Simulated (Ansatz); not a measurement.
# Mo: pressure and energy change per atom as volume scale varies

Plane-wave DFT, scalar-relativistic PAW made under PBE with cores redone for the functional, no dispersion; the given relaxed cell is scaled uniformly, energy at zero smearing counts from the unscaled cell, pressure at the given Fermi-Dirac smearing is positive in compression. The results are calculated, by Ansatz 0.2.0.

The cell before it is scaled or strained (space group P6_3/mmc, No. 194):
```
cell vectors (Å)
   2.8048     0.0000     0.0000
  -1.4024     2.4290     0.0000
   0.0000     0.0000     9.8252
atoms (fractions of the cell vectors)
Mo  0.00000  0.00000  1.00000
Mo  1.00000  0.00000  0.50000
Mo  0.33333  0.66667  0.25000
Mo  0.66667  0.33333  0.75000
```

Settings of every row: spin polarised no; functional BLYP; wave cutoff 420 eV; smearing width 0.1 eV; k mesh 14x14x4.

Atom starting moment: 0 on all atoms.

Limits: the cell comes from a prototype or a list of computed structures and needn't be the stable phase.

| row | volume scale | V (Å³/atom) | pressure (GPa) | energy change per atom (meV) |
| --- | --- | --- | --- | --- |
| 1 | 0.88 | 14.726 | 35.8 | 198.91 |
| 2 | 0.92 | 15.396 | 21.36 | 81.45 |
| 3 | 0.96 | 16.065 | 9.61 | 18.55 |
| 4 | 1.04 | 17.404 | ? | ? |
| 5 | 1.08 | 18.073 | -13.95 | 64.18 |
| 6 | 1.12 | 18.743 | -19.01 | 134.48 |

Question: what pressure and energy change per atom should row 4 give?

Worked fit of pressure. Take u = (V_r/V)^(2/3) − 1 with V_r = 16.065 Å³ an atom, which is twice the finite (Eulerian) strain; such expansions in the strain, on which the Birch-Murnaghan equation of state is built, carry the rest volume and the bulk modulus. The shown rows have u = 0.05974, 0.02876, 0, -0.07551, -0.09768. Least squares give pressure = 9.623 + 382.7 × u + 921.8 × u² GPa; a straight line predicts inner rows, each left out in turn, worse (root mean square 2.4 against 0.076 GPa). The rows lie off it by 0.02, -0.03, -0.01, 0.07, -0.05 (root mean square 0.042 GPa). The pressure vanishes at u = -0.0269, or V = 16.74 Å³ an atom, and there the bulk modulus at fixed shape and fractions is B = −V dP/dV = (2/3)(1 + u) dP/du = 216 GPa. Letting shape and atoms relax would as a rule lower it, by much in layered, chain or molecular crystals. The withheld row has u = -0.05197, so the fit gives 9.623 + 382.7 × (-0.05197) + 921.8 × (-0.05197)² = -7.78 GPa.

The calculation gave -7.68 GPa. The fit lies 0.10 GPa (1.3 % of the value, 0.18 % of the column's range) below it; its largest miss of a shown row is 0.07 GPa.

Worked fit of energy change per atom. Take u = (V_r/V)^(2/3) − 1 with V_r = 16.065 Å³ an atom, which is twice the finite (Eulerian) strain; such expansions in the strain, on which the Birch-Murnaghan equation of state is built, carry the rest volume and the bulk modulus. The shown rows have u = 0.05974, 0.02876, 0, -0.07551, -0.09768. Least squares give energy change per atom = 18.683 + 1419.52 × u + 26700.5 × u² meV; a straight line predicts inner rows, each left out in turn, worse (root mean square 70 against 0.5 meV). The rows lie off it by 0.13, -0.14, -0.13, 0.45, -0.30 (root mean square 0.26 meV). Its lowest point lies at u = -0.0266, or V = 16.73 Å³ an atom, and the curvature there gives the bulk modulus at fixed shape and fractions, B = (4/9)(1 + u)² E″(u)/V = 215 GPa. Letting shape and atoms relax would as a rule lower it, by much in layered, chain or molecular crystals. The withheld row has u = -0.05197, so the fit gives 18.683 + 1419.52 × (-0.05197) + 26700.5 × (-0.05197)² = 17.03 meV.

The calculation gave 17.49 meV. The fit lies 0.46 meV (2.6 % of the value, 0.25 % of the column's range) below it; its largest miss of a shown row is 0.45 meV.
